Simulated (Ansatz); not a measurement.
## TiN: pressure as volume scale varies

Results calculated with Ansatz 0.2.0, not measured. Periodic Kohn-Sham DFT of a crystal at fixed atoms, scaled to volume_scale times the given cell; pressure positive in compression, energy less spherical unpolarised free atoms, largest_vzz the field gradient of largest size among the nuclei.

The cell before it is scaled or strained (space group Fm-3m, No. 225):
```
cell vectors (Å)
   0.0000     2.1220     2.1220
   2.1220     0.0000     2.1220
   2.1220     2.1220     0.0000
atoms (fractions of the cell vectors)
Ti  0.00000  0.00000  0.00000
N   0.50000  0.50000  0.50000
```

Settings of every row: method frozen-core PAW; functional PBE; relativity scalar; k mesh 13x13x13; filling fermi-dirac; smearing width 0.05 eV; wave cutoff 420 eV; paw set soft_2.

Atom start moment: 0 on all atoms.

```
row  volume scale  V (Å³/atom)  pressure (GPa)
  1          0.94        8.982          20.244
  2        0.9405        8.987          20.053
  3          0.96        9.173          12.978
  4          0.98        9.364           6.438
  5          0.99         9.46           3.418
  6             1        9.555               ?
  7          1.01        9.651          -2.167
  8          1.02        9.746          -4.746
  9          1.04        9.937          -9.519
 10          1.06       10.128         -13.816
```

Question: what pressure should row 6 give?

Worked fit of pressure. Take u = (V_r/V)^(2/3) − 1 with V_r = 9.46 Å³ an atom, which is twice the finite (Eulerian) strain; such expansions in the strain, on which the Birch-Murnaghan equation of state is built, carry the rest volume and the bulk modulus. The shown rows have u = 0.03517, 0.03479, 0.02075, 0.00682, 0, -0.01324, -0.01966, -0.03226, -0.04447. Least squares give pressure = 3.4101 + 436.909 × u + 1155.18 × u² + 953 × u³ GPa; a parabola predicts inner rows, each left out in turn, worse (root mean square 0.018 against 0.009 GPa). The rows lie off it by -0.003, 0.005, -0.004, -0.006, 0.008, 0.007, -0.006, -0.005, 0.003 (root mean square 0.0055 GPa). The pressure vanishes at u = -0.0080, or V = 9.574 Å³ an atom, and there the bulk modulus at fixed shape and fractions is B = −V dP/dV = (2/3)(1 + u) dP/du = 277 GPa. The withheld row has u = -0.00664, so the fit gives 3.4101 + 436.909 × (-0.00664) + 1155.18 × (-0.00664)² + 953 × (-0.00664)³ = 0.560 GPa.

The calculation gave 0.553 GPa. The fit lies 0.007 GPa (1.3 % of the value, 0.021 % of the column's range) above it; its largest miss of a shown row is 0.008 GPa.
